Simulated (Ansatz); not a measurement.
**From the elastic tensor of Ag at 7 GPa (stress–strain coefficients) to moduli and sound speeds**

Method: Ansatz 0.2.0, DFT LDA, scalar-relativistic, plane waves, PAW. Plane waves to 420 eV; Γ-centred k mesh 18×18×6; Fermi-Dirac smearing of 0.15 eV. No spin polarisation.

It takes space group P6_3/mmc (No. 194, hexagonal). The conventional cell has a = 2.787 Å, b = 2.787 Å, c = 9.118 Å, α = 90.00°, β = 90.00°, γ = 120.00°. Around Ag (site symmetry -6m2) lie 12 Ag at 2.79 Å. Ag (site symmetry -3m) is surrounded by 12 Ag at 2.79 Å.

In a metal, frequencies and elastic constants depend on the k mesh and the smearing, soft modes and shear constants most. Other phases may be more stable at this pressure.

Relaxed-ion constants (GPa, on the Cartesian axes of the calculation):
```
245.8 158.2 125.3   0.0   0.0   0.0
158.2 245.8 125.3   0.0   0.0   0.0
125.3 125.3 277.9   0.0   0.0   0.0
  0.0   0.0   0.0  38.4   0.0   0.0
  0.0   0.0   0.0   0.0  38.4   0.0
  0.0   0.0   0.0   0.0   0.0  43.8
```

Density 11.685 g/cm³; 4 atoms in 61.32 Å³.

The values that follow are for a polycrystal of randomly turned grains, by Hill's mean where one number stands.

With S = C⁻¹: B_V = (C11+C22+C33+2(C12+C13+C23))/9, G_V = (C11+C22+C33−C12−C13−C23+3(C44+C55+C66))/15, 1/B_R = S11+S22+S33+2(S12+S13+S23), 15/G_R = 4(S11+S22+S33−S12−S13−S23)+3(S44+S55+S66); Hill is their mean. Then v_l = √((B+4G/3)/ρ), v_t = √(G/ρ), v_m = [(2/v_t³+1/v_l³)/3]^(−1/3) and Θ = (ħ/k_B)·v_m·(6π²n/V)^(1/3) for n atoms in the volume V; E = 9BG/(3B+G), ν = (3B−2G)/(2(3B+G)) and A^U = 5G_V/G_R + B_V/B_R − 6.

| Property | Result |
| --- | --- |
| Bulk modulus, Voigt / Reuss / Hill | 176.4 / 176.3 / 176.3 GPa |
| Shear modulus, Voigt / Reuss / Hill | 48.2 / 45.1 / 46.6 GPa |
| Young's modulus | 129 GPa |
| Poisson ratio | 0.378 |
| Pugh ratio B/G | 3.78 |
| Universal anisotropy index | 0.34 |
| Longitudinal and transverse sound speeds | 4518 and 1998 m/s |
| Debye temperature from the mean sound speed | 270 K |

This form isn't the element's structure at ambient conditions.

Cost: 1 run of about 14 core-minutes, on Intel Xeon Processor @ 2.70GHz (shared hosts).

The dense hexagonal silver resists compression far more than shear, with a Hill bulk modulus of 176.3 GPa against a shear modulus of 46.6 GPa. Compression works against the overlap of filled 4d shells and the kinetic energy of the sp electrons, whereas shear at fixed volume meets little directional bonding. C12 and C13 exceed C66 and C44 by much more than the applied pressure accounts for, which points to the many-body, non-central character of metallic cohesion.

The crystal is stiffest along the stacking axis, and sliding the close-packed layers over one another (C44) is easier than shear within them (C66). This is the same pattern as in cubic silver viewed along its body diagonal, so it probably reflects close packing more than the particular stacking sequence. Both density and bulk modulus look high for silver at this pressure, as expected from LDA overbinding. The tensor meets the conditions for stability against small homogeneous strains, but this doesn't exclude phonon instabilities at finite wavevector.
